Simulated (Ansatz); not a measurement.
A series in smearing width on Ru

Results calculated with Ansatz 0.2.0, not measured. Plane-wave density functional theory, scalar-relativistic PAW datasets made under PBE, Gamma-centred meshes; one setting moves on a fixed relaxed cell, energies count from the zero-width extrapolation of the reference run, pressure is Pulay-corrected at fixed cutoff and positive in compression.

Structure of every row (space group P6_3/mmc, No. 194):
```
cell vectors (Å)
   2.6775     0.0000     0.0000
  -1.3388     2.3188     0.0000
   0.0000     0.0000     4.2181
atoms (fractions of the cell vectors)
Ru  0.33333  0.66667  0.25000
Ru  0.66667  0.33333  0.75000
```

Settings of every row: spin polarised no; functional LDA; wave cutoff 420 eV; k mesh 13x13x8; smearing method gaussian; reference k mesh 13x13x8; reference smearing width 0.1 eV; reference wave cutoff 420 eV; reference smearing method fermi_dirac; swept setting smearing; valence electrons per atom 16.

Atom starting moment: 0 on all atoms.

Limits: settings are moved on purpose, so some rows are far from converged.

| row | smearing width (eV) | free energy error per atom (meV) | zero smearing energy error per atom (meV) | pressure (GPa) |
| --- | --- | --- | --- | --- |
| 1 | 0.01 | -0.53 | -0.49 | -0.23 |
| 2 | 0.03 | -0.68 | -0.54 | -0.23 |
| 3 | 0.1 | -2.13 | -0.39 | -0.21 |
| 4 | 0.2 | ? | ? | ? |
| 5 | 0.3 | -17.58 | 0.06 | 0.08 |

Question: what free energy error per atom should row 4 give?

Worked fit of free energy error per atom. Smearing changes a smooth quantity, to lowest order, with the square of the width, so take w² in eV². The shown rows have w² = 0.0001, 0.0009, 0.01, 0.09. Their means are 0.02525 and -5.23 meV; the sums about the means are S_tt = 0.005651 and S_ty = -1.076, whose ratio is the slope. Least squares give free energy error per atom = −0.422 − 190.41 × w² meV. The rows lie off it by -0.09, -0.09, 0.20, -0.02 (root mean square 0.12 meV). The constant, -0.422 meV, estimates the value at zero width. The withheld row has w² = 0.04, so the fit gives −0.422 − 190.41 × (0.04) = -8.04 meV.

The calculation gave -7.8 meV. The fit lies 0.24 meV (3.1 % of the value, 1.4 % of the column's range) below it; its largest miss of a shown row is 0.20 meV.

The other values of row 4: zero smearing energy error per atom -0.03 meV; pressure -0.1 GPa.
